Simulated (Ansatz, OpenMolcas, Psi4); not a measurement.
Computed against measured: dipole moment

10 molecules with halogens; the dipole moment in D, computed less measured. Shapes, held fixed at every level: PBE0-D4/def2-TZVP. No vibrational averaging. Dipoles are compared by magnitude; molecules under 1 D, whose direction can flip, are left out. Programs: Ansatz 0.2.0, OpenMolcas 26.06, Psi4 1.11. A level may come from different programs for different species; with the same settings they agree closely. Measured values: NIST CCCBDB.

Levels: A = PBE-D4/def2-TZVPP; B = r2SCAN-D4/def2-TZVPP; C = B3LYP/6-31G* (Cartesian functions); D = wB97M-V/def2-TZVPP.

```tsv
molecule	measured	A	B	C	D
BrF (SMILES FBr)	1.42	-0.18	-0.17	-0.09	+0.02
SF2 (SMILES FSF)	1.05	-0.15	-0.12	+0.09	+0.10
CH2ClF (SMILES FCCl)	1.82	-0.14	-0.05	+0.03	-0.04
CH2F2 (SMILES FCF)	1.97	-0.25	-0.17	-0.28	-0.11
SiH2Cl2 (SMILES Cl[SiH2]Cl)	1.13	-0.09	-0.02	+0.43	0.00
C2F3N (cyanotrifluoromethane)	1.33	+0.15	+0.16	+0.15	+0.07
C2H3Br (vinyl bromide)	1.42	-0.09	+0.03	+0.12	+0.05
C2H4Cl2 (1,1-dichloroethane)	2.06	-0.10	+0.03	+0.12	-0.04
C2H4F2 (1,1-difluoroethane)	2.27	-0.22	-0.13	-0.34	-0.08
C3H5Cl (SMILES C/C=C/Cl)	1.97	-0.16	-0.04	0.00	-0.09
```

Question: Which level does best on this set, which worst, and which err to one side?

Answer: 
```
                             level                    kind  mean error  mean absolute error  worst case
                 PBE-D4/def2-TZVPP                     GGA      -0.123                0.153       CH2F2
              r2SCAN-D4/def2-TZVPP                meta-GGA      -0.048                0.092         BrF
B3LYP/6-31G* (Cartesian functions)           global hybrid      +0.023                0.165     SiH2Cl2
                wB97M-V/def2-TZVPP  range-separated hybrid      -0.012                0.060       CH2F2
```

On this set wB97M-V/def2-TZVPP has the smallest mean absolute error and B3LYP/6-31G* (Cartesian functions) the largest. Without SiH2Cl2 the largest would be that of PBE-D4/def2-TZVPP. PBE-D4/def2-TZVPP is too low in 9 of 10; r2SCAN-D4/def2-TZVPP is too low in 7 of 10. The levels differ in basis as well as in method. The tabulated value of C2F3N is in doubt (older tables, estimates, or at odds with other calculations) and kept here. Over the 9 molecules whose values aren't doubted the mean absolute errors are A 0.153; B 0.084; C 0.167; D 0.059. The smallest two are near a tie. The largest two are near a tie. Relativity is left out for Br. The set is small.

PBE's dipoles are mostly too small, which suggests that it leaves too little charge on the halogen. Semilocal exchange tends to over-delocalise electrons, weakening the charge separation in polar bonds, and the exact exchange in wB97M-V probably restores much of it. Cyanotrifluoromethane, the one molecule where PBE gives a larger dipole than wB97M-V, fits this picture: its CF3 and cyano group moments oppose each other, so underestimating the C–F polarity raises the net dipole. That contrast between levels doesn't depend on the measured value.

The small mean error of B3LYP/6-31G* reflects cancellation rather than accuracy. It falls well short for difluoromethane and 1,1-difluoroethane but overshoots strongly for dichlorosilane, at +0.43 D. The compact basis, with no diffuse functions and limited polarisation flexibility, is a likely cause, so the result is no verdict on B3LYP itself. Nor does a good total dipole prove that the individual bond polarities are right, since errors in opposing contributions can cancel.
